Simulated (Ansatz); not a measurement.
# A series in volume scale on Au

All results are calculated (Ansatz 0.2.0). Periodic Kohn-Sham DFT of a crystal at fixed atoms, scaled to volume_scale times the given cell; pressure positive in compression, energy less spherical unpolarised free atoms, largest_vzz the field gradient of largest size among the nuclei.

The cell before it is scaled or strained (space group P6_3/mmc, No. 194):
```
cell vectors (Å)
   2.9000     0.0000     0.0000
  -1.4500     2.5115     0.0000
   0.0000     0.0000     4.8800
atoms (fractions of the cell vectors)
Au  0.33333  0.66667  0.75000
Au  0.66667  0.33333  0.25000
```

Settings of every row: method all-electron LAPW; functional LDA; relativity scalar; k mesh 14x14x8; filling fermi-dirac; smearing width 0.03 eV; basis error target 0.25 meV/atom; nucleus gaussian.

Atom start moment: 0 on all atoms.

Limits: no spin-orbit coupling on heavy atoms.

```csv
row,volume scale,V (Å³/atom),pressure (GPa),energy less free atoms (eV/atom)
1,0.94,16.705,-1.305,-4.4632
2,0.96,17.061,-4.935,-4.4562
3,0.98,17.416,-8.058,-4.4417
4,0.99,17.594,-9.433,-4.432
5,1,17.771,-10.699,-4.4208
6,1.01,17.949,-11.884,-4.4083
7,1.02,18.127,?,?
8,1.04,18.482,-15.009,-4.3633
9,1.06,18.838,-16.726,-4.3281
```

Question: what pressure and energy less free atoms should row 7 give?

Worked fit of pressure. Take u = (V_r/V)^(2/3) − 1 with V_r = 17.683 Å³ an atom, which is twice the finite (Eulerian) strain; such expansions in the strain, on which the Birch-Murnaghan equation of state is built, carry the rest volume and the bulk modulus. The shown rows have u = 0.03866, 0.02416, 0.01019, 0.00337, -0.0033, -0.0099, -0.02903, -0.0413. Least squares give pressure = −10.0834 + 191.371 × u + 832.87 × u² + 2345 × u³ GPa; a parabola predicts inner rows, each left out in turn, worse (root mean square 0.039 against 0.018 GPa). The rows lie off it by 0.000, 0.006, -0.014, -0.004, 0.007, 0.015, -0.015, 0.006 (root mean square 0.0099 GPa). The withheld row has u = -0.0164, so the fit gives −10.0834 + 191.371 × (-0.0164) + 832.87 × (-0.0164)² + 2345 × (-0.0164)³ = -13.008 GPa.

The calculation gave -12.999 GPa. The fit lies 0.009 GPa (0.058 % of the column's range) below it; its largest miss of a shown row is 0.015 GPa.

Worked fit of energy less free atoms. Take u = (V_r/V)^(2/3) − 1 with V_r = 17.683 Å³ an atom, which is twice the finite (Eulerian) strain; such expansions in the strain, on which the Birch-Murnaghan equation of state is built, carry the rest volume and the bulk modulus. The shown rows have u = 0.03866, 0.02416, 0.01019, 0.00337, -0.0033, -0.0099, -0.02903, -0.0413. Least squares give energy less free atoms = −4.42656 − 1.672 × u + 18.01 × u² + 18.7 × u³ eV/atom; a parabola predicts inner rows, each left out in turn, worse (root mean square 0.00028 against 4e-05 eV/atom). All shown rows lie on it to the printed digit. The withheld row has u = -0.0164, so the fit gives −4.42656 − 1.672 × (-0.0164) + 18.01 × (-0.0164)² + 18.7 × (-0.0164)³ = -4.3944 eV/atom.

The calculation gave -4.3945 eV/atom. The fit lies 0.0001 eV/atom (0.074 % of the column's range) above it, one unit of the last digit.
